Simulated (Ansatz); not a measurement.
## Ligand exchange: C2H5F + GeH3(SH) → C2H6S + GeH3F

Species: C2H5F `CCF`, singlet; GeH3(SH), singlet; C2H6S (ethanethiol) `CCS`, singlet; GeH3F `[F][GeH3]`, singlet. The partners trade F for SH: C–F and Ge–SH bonds give way to C–SH and Ge–F.

Shapes, held fixed at every level: PBE0-D4/def2-TZVP. Flexible molecules stand in one conformer, not always the lowest. Programs: Ansatz 0.2.0. The zero-point and thermal change to 298 K, harmonic and unscaled (PBE0-D4/def2-TZVP), is -0.9 kJ/mol.

```
              level                   kind  ΔH(298 K) (kJ/mol)  less CCSD(T)/def2-TZVPP  CPU time (sum over the molecules)
  PBE-D4/def2-TZVPP                    GGA               -31.1                     +6.8                               17 s
B3LYP-D4/def2-TZVPP          global hybrid               -34.5                     +3.4                               21 s
BHLYP-D4/def2-TZVPP          global hybrid               -33.8                     +4.1                               17 s
 PBE0-D4/def2-TZVPP          global hybrid               -30.6                     +7.3                               16 s
  B2PLYP/def2-TZVPP          double hybrid               -38.0                     -0.1                               26 s
      CCSD/def2-SVP  coupled cluster or CI               -35.0                     +2.9                                  –
 CCSD(T)/def2-TZVPP  coupled cluster or CI               -37.9                      0.0                            2.2 min
```

The highest level, CCSD(T)/def2-TZVPP, gives ΔH(298 K) = -37.9 kJ/mol; the levels span -38.0 to -30.6. The column of differences is taken from that level and isn't an error. No measured value is set beside it here. Relativity is left out for Ge unless named. Correlated rows may include outer-core shells of Ge, which these sets cover unevenly. Times are processor times on shared x86 and Arm servers, and rough.

The exchange is exothermic at every level, with fluorine favouring germanium and sulfur favouring carbon. Germanium is more electropositive than carbon, so replacing C–F by Ge–F gains considerable ionic stabilisation. Moving the less electronegative, more polarisable sulfur from germanium to carbon costs less, because the Ge–S bond owes less to charge separation. The preference thus reflects the balance of all four bonds, not the strength of Ge–F alone. The small thermal contribution fits a reaction that conserves the number of molecules and mostly exchanges one set of single bonds for another.

The global hybrids and the GGA all give a less exothermic reaction than CCSD(T), but the shift doesn't follow the share of exact exchange: PBE and PBE0 nearly coincide, while B3LYP lies lower than BHLYP. The close match of B2PLYP may owe something to error cancellation. Since the CCSD and CCSD(T) rows also differ in basis set, the gap between them can't be read as the effect of triple excitations.
